# Appendix: Complete basis of discarded states, full density matrix and spectral sum rules

The numerical renormalization group (NRG) truncates the Hilbert space at every iteration, yet the states it discards form an exact orthonormal basis of the whole Wilson chain (Anders and Schiller 2005). A thermal density matrix and spectral functions written in this basis (Peters, Pruschke and Anders 2006; Weichselbaum and von Delft 2007) conserve total spectral weight identically. We set $\hbar=k_B=1$ and $\beta=1/T$.

## A.1 Premises

**(P1) Chain.** An impurity couples to site 0 of a chain of sites $n=0,\dots,N$, each with $d$ local states $\sigma_n$ ($d=2$ for spinless fermions, $d=4$ for one spinful channel):
$$H_n=H_{n-1}+\omega_n\sum_\nu\left(f^\dagger_{n-1,\nu}f_{n,\nu}+\text{h.c.}\right),\qquad H\equiv H_N, \tag{1}$$
where $H_0$ holds the impurity and site 0, $\nu$ is a flavour index, and $\omega_n=\omega_0\Lambda^{-n/2}$ with $\Lambda>1$. Wilson's hoppings for a flat band of half-width $D$ approach this form at large $n$, with $\omega_0=\tfrac12D(1+\Lambda^{-1})\Lambda^{1/2}$; their $n$-dependent prefactors change nothing in A.2, A.3, A.5 and A.6. On-site energies vanish (particle-hole symmetric bath).

**(P2) Iteration.** Up to shell $n_0$ nothing has been discarded, and $H_{n_0}$ is diagonalized exactly. At shell $n>n_0$, $H_n$ is projected on the span of $|\alpha\rangle_{n-1}\otimes|\sigma_n\rangle$ with $\alpha\in K_{n-1}$ and diagonalized there:
$$|s\rangle_n=\sum_{\alpha\in K_{n-1},\,\sigma}U^{n}_{\alpha\sigma,s}\,|\alpha\rangle_{n-1}\otimes|\sigma\rangle,\qquad U^n\ \text{unitary}. \tag{2}$$
The eigenvalues $E^n_s$ are unrescaled and measured from one zero common to all shells. The eigenstates are split into a kept set $K_n$ and a discarded set $D_n$ by an arbitrary rule. At the last shell all states count as discarded, $K_N=\emptyset$.

**(P3) Local operators.** $B$ and $C$ act on the impurity and on sites $\le n_0$ only.

**Fermion ordering.** Let $e=(\sigma_{n+1},\dots,\sigma_N)$ label the $d^{N-n}$ occupation-number states of the environment of shell $n$. Define $|s,e;n\rangle=A^\dagger_sF^\dagger_e|0\rangle$, where $A_s^\dagger$ creates $|s\rangle_n$ and stands to the left of the environment string $F_e^\dagger$. For an operator $O$ on sites $\le n$, normal ordering writes $OA^\dagger_{s'}$ as a pure creation part plus terms ending in an annihilator of a site $\le n$. That annihilator anticommutes through $F^\dagger_e$ and kills the vacuum. Hence $O$ acts as $O\otimes1$, without sign:
$$\langle s,e;n|O|s',e';n\rangle=\delta_{ee'}\,O^{n}_{ss'},\qquad O^n_{ss'}={}_n\langle s|O|s'\rangle_n. \tag{3}$$

## A.2 Completeness

Define projectors on the full Fock space,
$$P^X_n=\sum_{s\in X_n}\sum_e|s,e;n\rangle\langle s,e;n|,\qquad X=K,D,$$
with $P^K_{n_0-1}\equiv1$ and $P^K_N=0$. An environment state of shell $n-1$ is a pair $(\sigma_n,e)$, so $P^K_{n-1}$ projects on the span of $|\alpha\rangle\otimes|\sigma_n\rangle\otimes|e\rangle$. By unitarity of $U^n$ the states $|s\rangle_n\otimes|e\rangle$ with $s\in K_n\cup D_n$ are another orthonormal basis of that span. Therefore
$$P^K_{n-1}=P^K_n+P^D_n,\qquad P^K_nP^D_n=0. \tag{4}$$
At $n=n_0$ this says that the eigenstates of $H_{n_0}$ are complete. Summing $P^D_n=P^K_{n-1}-P^K_n$ from $m+1$ to $N$ gives
$$P^K_m=\sum_{n=m+1}^NP^D_n,\qquad 1=\sum_{n=n_0}^N\sum_{s\in D_n}\sum_e|s,e;n\rangle\langle s,e;n|. \tag{5}$$
For $n>m$ the ranges of $P^D_n$ and $P^K_n$ lie inside that of $P^K_m$, which is orthogonal to $P^D_m$, so $P^D_mP^D_n=\delta_{mn}P^D_n$. The discarded states times environment states are thus an orthonormal basis. The count agrees: $|D_n|=d|K_{n-1}|-|K_n|$ makes $\sum_nd^{N-n}|D_n|$ telescope to the Fock-space dimension. Only unitarity has been used, so (5) is exact for any truncation.

## A.3 Full density matrix

The approximation of the method is to treat $|s,e;n\rangle$ as an eigenstate of $H$ with energy $E^n_s$, independent of $e$. Applied to the basis (5) it replaces $H$ by
$$H_{\rm NRG}=\sum_{n}\sum_{s\in D_n}\sum_eE^n_s\,|s,e;n\rangle\langle s,e;n|.$$
This operator is diagonal in a complete basis, so its exponential and trace are immediate. Each level occurs $d^{N-n}$ times:
$$Z=\sum_{n=n_0}^Nd^{N-n}Z^D_n,\qquad Z^D_n=\sum_{s\in D_n}e^{-\beta E^n_s}. \tag{6}$$
Grouping $\rho=e^{-\beta H_{\rm NRG}}/Z$ by shells and normalizing each group,
$$\rho=\sum_nw_n\rho_n,\qquad\rho_n=\sum_{s\in D_n,\,e}\frac{e^{-\beta E^n_s}}{d^{N-n}Z^D_n}|s,e;n\rangle\langle s,e;n|,\qquad w_n=\frac{d^{N-n}Z^D_n}{Z}, \tag{7}$$
with ${\rm Tr}\,\rho_n=1$, $w_n\ge0$ and $\sum_nw_n=1$. By (5), $\rho$ commutes with every $P^K_m$ and $P^D_m$, and
$$P^D_m\rho=w_m\rho_m,\qquad{\rm Tr}\,[P^K_{m-1}\rho]=W_m\equiv\sum_{n\ge m}w_n. \tag{8}$$

**A variational bound.** Every term of $H-H_n$ changes the occupation of a site beyond $n$, so its diagonal element in $|s,e;n\rangle$ vanishes, while ${}_n\langle s|H_n|s\rangle_n=E^n_s$ by (P2). The diagonal of $H$ in the basis (5) is therefore exactly $E^n_s$. Convexity of the exponential gives $\langle\psi|e^{-\beta H}|\psi\rangle\ge e^{-\beta\langle\psi|H|\psi\rangle}$ for each normalized $\psi$, and summing over the basis (Peierls' inequality),
$${\rm Tr}\,e^{-\beta H}\ge Z. \tag{9}$$
The free energy $-T\ln Z$ is an upper bound to that of the chain, and what $H_{\rm NRG}$ omits is purely off-diagonal.

## A.4 Where the weights peak

Consider a range of shells near a fixed point, with a truncation rule that does not change with $n$. The rescaled excitation spectrum is then independent of $n$, and the ground-state energy falls by an amount proportional to $\omega_n$ at each step, so it lies above its limit $E_\infty$ by a geometric sum proportional to $\omega_n$. Thus $E^n_s=E_\infty+\omega_n\bar E_s$ with fixed $\bar E_s>0$ (one set for even and one for odd $n$ in general). With $x=\beta\omega_n$ one has $d^{-n}=(\omega_n/\omega_0)^{p}$, and (7) gives for $n<N$
$$w_n\propto x^{p}\sum_{s\in D}e^{-x\bar E_s},\qquad p=\frac{2\ln d}{\ln\Lambda}. \tag{10}$$
For $x\gg1$ the weight is suppressed as $e^{-x\bar E_{\min}}$, the exponential of an exponential in $n$. For $x\ll1$ the sum saturates at $|D|$ and $w_{n+1}/w_n\to1/d$. Between the two limits lies a maximum, where $d\ln w/dx=0$:
$$\omega_{n^*}\langle\bar E\rangle_{x}=pT,\qquad\langle\bar E\rangle_x=\frac{\sum_D\bar E_se^{-x\bar E_s}}{\sum_De^{-x\bar E_s}}. \tag{11}$$
At the peak the thermal mean energy of the discarded states above $E_\infty$ equals $pT$. So $\omega_0\Lambda^{-n^*/2}\sim T$ holds up to the factor $p/\langle\bar E\rangle$, which is below one when the lowest discarded level exceeds $p$ in units of $\omega_n$; raising the energy cutoff of the kept states moves the peak to later shells. The peak is asymmetric, with a geometric tail toward large $n$. The last shell contains the states that a longer chain would have kept, so $w_N$ collects the remaining tail. For $T\ll\omega_N$, with the lowest states kept throughout, $w_N\to1$.

## A.5 Spectral function

Define, with $B(t)=e^{iHt}Be^{-iHt}$,
$$A^{BC}(\omega)=\int\frac{dt}{2\pi}e^{i\omega t}\,{\rm Tr}\,\rho\left[B(t)C+CB(t)\right]. \tag{12}$$
For $C=B^\dagger$ and the exact $\rho$ this is $-\pi^{-1}{\rm Im}\,G^R(\omega)$ of the fermionic retarded function.

**Step 1: operator expansion.** Inserting (4) on both sides,
$$P^K_{m-1}BP^K_{m-1}=P^K_mBP^K_m+\sum_{XX'\ne KK}P^X_mBP^{X'}_m .$$
Start from $B=P^K_{n_0-1}BP^K_{n_0-1}$, apply this to the $KK$ term repeatedly until $P^K_N=0$, and use (3):
$$B=\sum_{m=n_0}^N\ \sum_{(s,s')\notin KK}\sum_eB^m_{ss'}\,|s,e;m\rangle\langle s',e;m|. \tag{13}$$
This is exact. Each matrix element is handed on to later shells until at least one of its two states is discarded, and it is counted there once.

**Step 2: time dependence.** Apply the eigenstate approximation to both states of each term of (13), which multiplies it by $e^{i(E^m_s-E^m_{s'})t}$. In $KD$ and $DK$ terms this assigns the shell energy $E^m_s$ to a kept state, so that both energies are resolved to the same accuracy. The result is not evolution under $H_{\rm NRG}$, of which kept states are not eigenstates, but at $t=0$ it reduces to (13).

**Step 3: the trace.** The first term of (12) requires $\sum_e\langle s',e;m|C\rho|s,e;m\rangle$. Since $C=C\otimes1$, this equals $\sum_rC^m_{s'r}\sum_e\langle r,e;m|\rho|s,e;m\rangle$, with $r$ running over a complete basis of the impurity and sites $\le m$, chosen to contain $K_m$ and $D_m$. Because $\rho$ commutes with $P^K_m$ and $P^D_m$, $r$ must lie in the same set as $s$. This defines a block-diagonal reduced density matrix
$$\mathcal R^m_{rs}=\sum_e\langle r,e;m|\rho|s,e;m\rangle,\qquad\mathcal R^m=R^m_{KK}\oplus R^m_{DD}. \tag{14}$$
From (7) and (8), $(R^m_{DD})_{rs}=\delta_{rs}\,w_me^{-\beta E^m_s}/Z^D_m$, the sum over $e$ cancelling the factor $d^{N-m}$. The kept block follows backward along the chain: write the environment of shell $m-1$ as $(\sigma,e)$ and expand $|\alpha\rangle\otimes|\sigma\rangle=\sum_sU^{m*}_{\alpha\sigma,s}|s\rangle_m$, the inverse of (2):
$$(R^{m-1}_{KK})_{\alpha\alpha'}=\sum_\sigma\sum_{rs}U^m_{\alpha\sigma,r}\,\mathcal R^m_{rs}\,U^{m*}_{\alpha'\sigma,s}, \tag{15}$$
starting from $\mathcal R^N=R^N_{DD}$. Its trace is $W_m$, as in (8). The second term of (12) gives $(\mathcal R^mC^m)_{s's}$ in the same way. The time integral yields
$$A^{BC}(\omega)=\sum_{m=n_0}^N\ \sum_{(s,s')\notin KK}B^m_{ss'}\left[C^m\mathcal R^m+\mathcal R^mC^m\right]_{s's}\delta\!\left(\omega-E^m_{s'}+E^m_s\right). \tag{16}$$

## A.6 Sum rule

Let $I_m$ be the sum of the coefficients of shell $m$ in (16) over all pairs $(s,s')$, $KK$ included. Undoing Step 3, with $Q=P^K_{m-1}$,
$$I_m={\rm Tr}\,\rho\left[QBQ\,C+C\,QBQ\right].$$
The $KK$ pairs alone give the same expression with $Q=P^K_m$, which is $I_{m+1}$. Shell $m$ therefore carries the weight $I_m-I_{m+1}$. With $P^K_{n_0-1}=1$ and $I_{N+1}=0$,
$$\int d\omega\,A^{BC}(\omega)=\sum_{m=n_0}^N(I_m-I_{m+1})={\rm Tr}\,\rho\,\{B,C\}. \tag{17}$$
The argument holds for each ordering separately: the two terms of (16) integrate to ${\rm Tr}\,\rho BC$ and ${\rm Tr}\,\rho CB$, so the commutator version for bosonic operators follows too. The energies enter only through the positions of the delta functions and through $\rho$. The average in (17) is taken in the $\rho$ of (7). If $\{B,C\}$ is a number, as $\{d,d^\dagger\}=1$, normalization of $\rho$ makes the sum rule coincide with the exact one for any truncation. If $\{B,C\}$ is an operator, (17) is an exact consistency relation between dynamics and statics, and both sides differ from the exact thermal average by the error of $\rho$.

## A.7 Range of validity

*Independent of truncation, $\Lambda$, $T$ and $N$:* completeness (5), normalization of (7), the recursion (15), the sum rule (17) and, for vanishing on-site energies, the bound (9). Broadening the delta functions by a kernel normalized in the output frequency preserves (17), and so does averaging over discretization grids.

*Approximate:* the values of $w_n$, the peak positions and the distribution of weight over frequency. Two kinds of off-diagonal element of $H$ are dropped. The hopping $\omega_{n+1}=\Lambda^{-1/2}\omega_n$ to the environment would split the $d^{N-n}$-fold degeneracy; its effect on $\rho$ is governed by $\beta\omega_{n^*+1}=\Lambda^{-1/2}p/\langle\bar E\rangle$. The hopping $\omega_{m+1}$ also connects states kept at shell $m$ to states discarded there, and the admixture is set by the ratio of the matrix element to their energy separation. Both call for keeping the lowest states up to a cutoff well above $\omega_n$. The sum rule holds even when they are large, so it tests the implementation and says nothing about convergence.

*Not implied by the construction:* higher frequency moments; detailed balance, and with it $\int A f\,d\omega=\langle CB\rangle$ for the Fermi function $f$, because kept states are weighted by $R_{KK}$ and not by $e^{-\beta E^m_s}$; and positivity of each coefficient for $C=B^\dagger$, because $R_{KK}$ need not be diagonal. Transitions within the dominant shells have positions uncertain by about $\omega_{n^*}$, so structure at $|\omega|$ well below $T$ is not resolved. The chain must reach $\omega_N\ll T$, since otherwise $\rho$ is the state of a finite cluster. With on-site energies $\varepsilon_j\neq0$ the factor $d^{N-n}$ neglects a further term of order $\beta\varepsilon_{n+1}$. The discretization error of the chain relative to the continuous band is separate from all of this.

## A.8 Illustration: spinless resonant level with two kept states

Take $d=2$, $\Lambda=4$, the pure geometric hoppings of (1) on every bond, and $\omega_0$ as the unit of energy ($\omega_0=1.25D$ by the relation in P1), so $\omega_n=2^{-n}$. Let
$$H_0=\varepsilon_dd^\dagger d+V(d^\dagger f_0+\text{h.c.}),\qquad\varepsilon_d=-1,\quad V=\sqrt3/2,$$
and keep the two lowest of the four states at every shell from $n_0=0$. This is far cruder than any practical calculation, and it can be solved in closed form.

**Iteration.** Suppose the space kept at shell $m-1$ is that of one fermion mode $a_{m-1}$ with energy $-(-1)^m\omega_m$, coupled to $f_m$ by $\pm\tfrac{\sqrt3}2\omega_m$. This holds at $m=0$ with $a_{-1}=d$. The $2\times2$ one-particle matrix has trace $-(-1)^m\omega_m$ and determinant $-\tfrac34\omega_m^2$, hence eigenvalues
$$L_m=-\tfrac32(-\tfrac12)^m,\qquad S_m=\tfrac12(-\tfrac12)^m ,$$
with modes $c_L$, $c_S$. The weight of $a_{m-1}$ in $c_L$ is $L_m/(L_m-S_m)=\tfrac34$, its weight in $c_S$ is $\tfrac14$, and the weights of $f_m$ are reversed. The excitation energies are $\omega_m\{0,\tfrac12,\tfrac32,2\}$. The two lowest states have $c_L$ frozen, filled for even $m$ and empty for odd $m$, and $c_S$ free. Projection on them removes $c_L$ and leaves $a_m=c_S$, with energy $S_m=-(-1)^{m+1}\omega_{m+1}$, and $f_m\to\pm\tfrac{\sqrt3}2a_m$. The coupling to $f_{m+1}$ is $\pm\tfrac{\sqrt3}{2}\omega_{m+1}$, which closes the induction.

A pair of levels has ground energy $\tfrac12\sum(\lambda-|\lambda|)$. Replacing the level $L_m+S_m$, of modulus $\omega_m$, by $L_m$ and $S_m$, of total modulus $2\omega_m$, lowers it by $\omega_m/2$. From $E^0_g=-\tfrac32$ follows $E^m_g=-2+\omega_m/2$. So $E_\infty=-2$, the discarded states have $\bar E=2$ and $\tfrac52$, and the last shell has $\bar E=\tfrac12,1,2,\tfrac52$.

**Weights.** With $x_n=\beta2^{-n}$, $Z=e^{2\beta}\sum_nz_n$ and $w_n=z_n/\sum z$, where
$$z_{n<N}=2^{N-n}\left(e^{-2x_n}+e^{-5x_n/2}\right),\qquad z_N=e^{-x_N/2}+e^{-x_N}+e^{-2x_N}+e^{-5x_N/2}.$$
For $N=8$ the limit $\beta\to0$ gives $\sum z=1024=2^{10}$, the dimension for ten orbitals. Here $p=1$, and (11) has the root $x=0.45$. At $T=1/4$ this means $\omega_{n^*}=0.11$, nearest to $\omega_3=1/8$. One finds $\sum z=83.099$ and

| $n$ | 0 | 1 | 2 | 3 | 4 | 5 | 6 | 7 | 8 |
|---|---|---|---|---|---|---|---|---|---|
| $w_n$ | 0.0012 | 0.0386 | 0.1674 | 0.2520 | 0.2198 | 0.1454 | 0.0837 | 0.0449 | 0.0470 |
| $W_n$ | 1 | 0.9988 | 0.9602 | 0.7928 | 0.5408 | 0.3210 | 0.1755 | 0.0919 | 0.0470 |

**Spectral function.** Take $B=d$, $C=d^\dagger$. Each projection multiplies $d$ by $\pm\tfrac12$, so at shell $m$ it acts as $2^{-m}(\pm\tfrac{\sqrt3}2c_L\pm\tfrac12c_S)$. The two states of each block differ in particle number, so $\mathcal R^m$ is diagonal and cross terms between $c_L$ and $c_S$ drop out. The operator $c_L$ links $K$ and $D$ at frequency $L_m$; since $\{c_L,c_L^\dagger\}=1$ on the whole shell, it brings the factor ${\rm tr}\,\mathcal R^m=W_m$. The operator $c_S$ contributes only within $D$, at $S_m$, with the factor $w_m$. At $m=N$ both factors are $w_N=W_N$. Equation (16) becomes
$$A(\omega)=\sum_{m=0}^N4^{-m}\left[\tfrac34W_m\,\delta(\omega-L_m)+\tfrac14w_m\,\delta(\omega-S_m)\right]. \tag{18}$$
With $w_m=W_m-W_{m+1}$ the weight of shell $m$ is $4^{-m}W_m-4^{-(m+1)}W_{m+1}$, so $I_m=4^{-m}W_m$ and the total is $W_0=1$. The largest peaks carry 0.7500 at $\omega=-3/2$, 0.1873 at $3/4$ and 0.0450 at $-3/8$. All $L$ peaks together carry 0.99344 and all $S$ peaks 0.00656.

In the first moment shell $m$ gives $(-\tfrac18)^m[-\tfrac98W_m+\tfrac18w_m]=-(-\tfrac18)^mW_m+(-\tfrac18)^{m+1}W_{m+1}$, which sums to $-1=\varepsilon_d$. This telescoping relies on the kept space being a single fermion mode and is not part of the general theorem. In the second moment shell $m$ gives $16^{-m}[\tfrac{27}{16}W_m+\tfrac1{16}w_m]=16^{-m}[\tfrac74W_m-\tfrac1{16}W_{m+1}]$, so
$$M_2=\tfrac74+\tfrac34\sum_{m\ge1}16^{-m}W_m .$$

The ordering $d^\dagger d$ alone gives the occupation. The mode $c_L$ is filled with probability $\nu_m=W_{m+1}$ for even $m<N$ (kept states), $\nu_m=w_m$ for odd $m<N$ (discarded states) and $\nu_N=w_Nf(L_N)$, while $c_S$ is thermal within $D_m$:
$${\rm Tr}\,\rho\,d^\dagger d=\sum_m4^{-m}\left[\tfrac34\nu_m+\tfrac14w_mf(S_m)\right]=0.7975+0.0035=0.8010 ,$$
with $f(\omega)=1/(e^{\beta\omega}+1)$.

**Exact solution of the same chain.** $H$ is quadratic, with the $10\times10$ tridiagonal matrix $h$: $h_{dd}=-1$, all other diagonal elements zero, and off-diagonals $V,\tfrac12,\tfrac14,\dots,2^{-8}$. Then ${\rm Tr}\,e^{-\beta H}=\det(1+e^{-\beta h})$, $\langle d^\dagger d\rangle=[(1+e^{\beta h})^{-1}]_{dd}$, and the moments of $A$ are $(h^k)_{dd}=1,\ \varepsilon_d,\ \varepsilon_d^2+V^2$ for $k=0,1,2$.

| quantity at $T=1/4$ | full density matrix, two kept states | exact chain |
|---|---|---|
| $\int A\,d\omega$ | 1 | 1 |
| $\int\omega A\,d\omega$ | $-1$ | $-1$ |
| $\int\omega^2A\,d\omega$ | 1.7998 | 1.75 |
| $\langle d^\dagger d\rangle$ from the trace | 0.8010 | 0.8107 |
| $\int Af\,d\omega$ | 0.8013 | 0.8107 |
| $\ln Z$ | 12.420 | 12.565 |

The total weight is exact although half of the states are discarded at every shell. The quantities that (17) does not protect are not: the second moment is too large by 2.8%, the occupation is too small by 0.0097 or 1.2%, and the two routes to the occupation disagree in the fourth decimal because detailed balance is broken. The deficit of 0.145 in $\ln Z$ has the sign required by (9) and corresponds to a free energy too high by $0.036\,\omega_0$. The dropped terms set the scale of these errors. The frozen mode $c_L$ of shell $m$ couples to $f_{m+1}$ by $\tfrac12\omega_{m+1}=\omega_m/4$, one sixth of $|L_m|$, which gives an admixture probability of order $1/36=0.028$. The hopping out of the dominant shell is $\beta\omega_4=0.25$.